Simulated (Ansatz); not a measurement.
Computed with DFT PBE, scalar-relativistic, plane waves, PAW (Ansatz). Settings: cutoff 420 eV, Γ-centred meshes spaced at most about 0.3 Å⁻¹, and about 0.25 Å⁻¹ or finer for metals (2π included), Gaussian smearing. No spin polarisation in the final relaxations.

All energies are static (0 K, no zero-point motion).

Compare these two cells of GaSb₄, each relaxed at this level.

A.

```cif
data_structure
_symmetry_space_group_name_H-M 'Im-3m'
_symmetry_Int_Tables_number 229
_cell_length_a 6.6767
_cell_length_b 6.6767
_cell_length_c 6.6767
_cell_angle_alpha 90.000
_cell_angle_beta 90.000
_cell_angle_gamma 90.000
_cell_volume 297.64
loop_
_atom_site_label
_atom_site_type_symbol
_atom_site_symmetry_multiplicity
_atom_site_Wyckoff_symbol
_atom_site_fract_x
_atom_site_fract_y
_atom_site_fract_z
_atom_site_occupancy
Ga1 Ga 2 a 0.00000 0.00000 0.00000 1
Sb1 Sb 8 c 0.25000 0.25000 0.75000 1
```

B.

```cif
data_structure
_symmetry_space_group_name_H-M 'P-43m'
_symmetry_Int_Tables_number 215
_cell_length_a 5.3377
_cell_length_b 5.3377
_cell_length_c 5.3377
_cell_angle_alpha 90.000
_cell_angle_beta 90.000
_cell_angle_gamma 90.000
_cell_volume 152.08
loop_
_atom_site_label
_atom_site_type_symbol
_atom_site_symmetry_multiplicity
_atom_site_Wyckoff_symbol
_atom_site_fract_x
_atom_site_fract_y
_atom_site_fract_z
_atom_site_occupancy
Ga1 Ga 1 a 0.00000 0.00000 0.00000 1
Sb1 Sb 4 e 0.29502 0.29502 0.29502 1
```

**Question.** Which is lower in energy, and by how much?

**Answer.** A is lower, by 184 meV/atom. A has space group Im-3m (No. 229), 29.8 Å³/atom and no gap on its mesh; B has space group P-43m (No. 215), 30.4 Å³/atom and no gap. Counting Sb atoms around Ga (those within 1.25 times the shortest such distance or 1.15 times the sum of covalent radii, 1.27 where that leaves under three), A has Ga 8 and B has Ga 4. Even the lower one lies +0.23 eV/atom against the reference forms of the elements (uncorrected), so neither is stable at this level. Both come from invented guesses. A third cell relaxed alike, in P4/mmm, lies 111 meV/atom below the lower of the two.

These runs have no spin–orbit coupling, which can matter for Sb. Cells relaxed within their symmetry can be saddle points.

The preference for A probably comes from how the two frameworks accommodate their electrons, not from denser packing, since the volumes per atom are nearly equal. In B, Ga is tetrahedral as in zinc-blende GaSb, but each Sb caps a stretched Sb₄ tetrahedron and points its fourth contact at Ga. That leaves no room for the usual Sb lone pair, and more valence electrons than two-centre bonds can hold, so antibonding states are likely filled. A instead places Ga in cubes of a simple cubic Sb net, where delocalised, multicentre p bonding tolerates the excess better. The missing gap doesn't distinguish the two: with one formula unit per primitive cell the electron count is odd, so a calculation without spin polarisation must give partly filled bands.

The ranking therefore holds for these two frameworks only and doesn't identify the ground state of GaSb₄, as the lower P4/mmm cell shows. Because GaSb is a stable compound, decomposition into GaSb and Sb should be even more favourable than decomposition into the elements.
